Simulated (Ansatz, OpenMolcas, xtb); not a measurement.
A ladder of methods for AlSiH5O2 (SMILES O[SiH2][O][AlH2])

AlSiH5O2 has 9 atoms, charge 0, and is taken as a singlet. SMILES: `O[SiH2][O][AlH2]`. Geometry: relaxed at PBE0-D4/def2-TZVP. This is one conformer, not always the lowest.

```xyz
9

O    -0.7951    1.8294   -0.8982
Si    0.1730    1.1967    0.2669
O     0.2508   -0.4189    0.1977
Al    0.3257   -2.0805   -0.0606
H    -1.7408    1.7058   -0.8109
H     1.5061    1.7828    0.0050
H    -0.3373    1.5649    1.6142
H    -0.9595   -2.7957   -0.6368
H     1.6656   -2.8306    0.3054
```

Each level gives the energy change with the Si2–H7 bond stretched from 1.487 to 1.710 Å (eV). The values are calculated.

```json
{"level": "GFN-FF", "kind": "force field", "program": "xtb", "value (eV)": "0.45"}
{"level": "HF/cc-pVDZ (unrestricted)", "kind": "Hartree–Fock", "program": "OpenMolcas", "value (eV)": "0.36"}
{"level": "revPBE/cc-pVDZ (restricted)", "kind": "GGA", "program": "Ansatz", "value (eV)": "0.22"}
{"level": "r2SCAN/cc-pVDZ (restricted)", "kind": "meta-GGA", "program": "OpenMolcas", "value (eV)": "0.28"}
{"level": "M06-2X/cc-pVDZ (restricted)", "kind": "hybrid meta-GGA", "program": "OpenMolcas", "value (eV)": "0.32"}
{"level": "HSE06/cc-pVDZ (restricted)", "kind": "range-separated hybrid", "program": "Ansatz", "value (eV)": "0.28"}
{"level": "B2PLYP/cc-pVDZ (restricted)", "kind": "double hybrid", "program": "OpenMolcas", "value (eV)": "0.31"}
{"level": "RPA@PBE0/cc-pVDZ (restricted)", "kind": "RPA", "program": "Ansatz", "value (eV)": "0.31"}
{"level": "BCCD(T)/cc-pVDZ (restricted)", "kind": "coupled cluster or CI", "program": "Ansatz", "value (eV)": "0.31"}
```

The first shape isn't each level's own minimum. The values span 0.22 to 0.45 eV.

Stretching the Si–H bond costs 0.31 eV with coupled cluster, and the double hybrid and RPA give the same value. M06-2X lies very close, while r2SCAN and HSE06 are slightly soft. Hartree–Fock is too stiff because the σ–σ* separation shrinks as the bond lengthens. Left-right correlation then stabilises the stretched geometry more than the starting one, and a mean-field determinant misses this gain. revPBE errs the other way, probably because its gradient-corrected exchange favours longer, softer bonds. Exact exchange alone doesn't order the functionals, since r2SCAN, which has none, matches HSE06. The force field gives the largest cost, 0.45 eV, which suggests that its parametrised bond term is too steep for this silane-type hydrogen.

The stretch is modest and the bond remains essentially a closed-shell electron pair, so the good agreement among the correlated methods is expected. It need not carry over to the far-stretched part of the Si–H dissociation curve, where near-degeneracy makes restricted single-reference treatments much less reliable.
